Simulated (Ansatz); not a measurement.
VAu: the change of pressure and energy above given cell with volume ratio

Results calculated with Ansatz 0.2.0, not measured. Plane-wave density functional theory, PAW datasets, Gaussian smearing 0.05 eV: equation of state, the given cell scaled in volume with shape and atoms relaxed at each volume.

The cell before it is scaled or strained (space group R-3m, No. 166):
```
CELL_PARAMETERS angstrom
1.38030 0.79690 4.56850
-1.38030 0.79690 4.56850
0.00000 -1.59380 4.56850
ATOMIC_POSITIONS crystal
V 0.50000 0.50000 0.50000
Au 0.00000 0.00000 0.00000
```

Settings of every row: paw set soft_2; functional PBEsol; spin treatment collinear; moment partition spheres; spin axis none; wave cutoff 420 eV; k mesh 14x14x14; symmetry use detected.

Atom hubbard u: 0 on all atoms.

Limits: not tested for a lower state; starting moments were lost; no spin-orbit coupling, which can matter with elements this heavy; the cell comes from a prototype or a list of computed structures and needn't be the stable phase; with one magnetic atom in the cell only parallel moments are possible.

| row | volume ratio | V (Å³/atom) | pressure (GPa) | energy above given cell (meV per atom) |
| --- | --- | --- | --- | --- |
| 1 | 0.96 | 14.472 | 8.824 | 15.98 |
| 2 | 0.98 | 14.774 | ? | ? |
| 3 | 1 | 15.075 | 0.006 | 0 |
| 4 | 1.02 | 15.377 | -3.69 | 3.53 |
| 5 | 1.04 | 15.678 | -6.974 | 13.61 |

Question: what pressure and energy above given cell should row 2 give?

Worked fit of pressure. Take u = (V_r/V)^(2/3) − 1 with V_r = 15.226 Å³ an atom, which is twice the finite (Eulerian) strain; such expansions in the strain, on which the Birch-Murnaghan equation of state is built, carry the rest volume and the bulk modulus. The shown rows have u = 0.03444, 0.00667, -0.00656, -0.01931. Least squares give pressure = −1.8979 + 280.18 × u + 903.56 × u² GPa; a straight line predicts inner rows, each left out in turn, worse (root mean square 0.4 against 0.014 GPa). The rows lie off it by 0.001, -0.005, 0.007, -0.003 (root mean square 0.0046 GPa). The pressure vanishes at u = 0.0066, or V = 15.08 Å³ an atom, and there the bulk modulus with shape and atoms relaxed is B = −V dP/dV = (2/3)(1 + u) dP/du = 196 GPa. The withheld row has u = 0.02029, so the fit gives −1.8979 + 280.18 × (0.02029) + 903.56 × (0.02029)² = 4.159 GPa.

The calculation gave 4.161 GPa. The fit lies 0.002 GPa (0.013 % of the column's range) below it; its largest miss of a shown row is 0.007 GPa.

Worked fit of energy above given cell. Take u = (V_r/V)^(2/3) − 1 with V_r = 15.226 Å³ an atom, which is twice the finite (Eulerian) strain; such expansions in the strain, on which the Birch-Murnaghan equation of state is built, carry the rest volume and the bulk modulus. The shown rows have u = 0.03444, 0.00667, -0.00656, -0.01931. Least squares give energy above given cell = 0.882 − 265.27 × u + 20428.8 × u² meV per atom; a straight line predicts inner rows, each left out in turn, worse (root mean square 9 against 0.059 meV per atom). The rows lie off it by 0.00, -0.02, 0.03, -0.01. Its lowest point lies at u = 0.0065, or V = 15.08 Å³ an atom, and the curvature there gives the bulk modulus with shape and atoms relaxed, B = (4/9)(1 + u)² E″(u)/V = 195 GPa. The withheld row has u = 0.02029, so the fit gives 0.882 − 265.27 × (0.02029) + 20428.8 × (0.02029)² = 3.91 meV per atom.

The calculation gave 3.85 meV per atom. The fit lies 0.06 meV per atom (1.6 % of the value, 0.38 % of the column's range) above it; its largest miss of a shown row is 0.03 meV per atom.
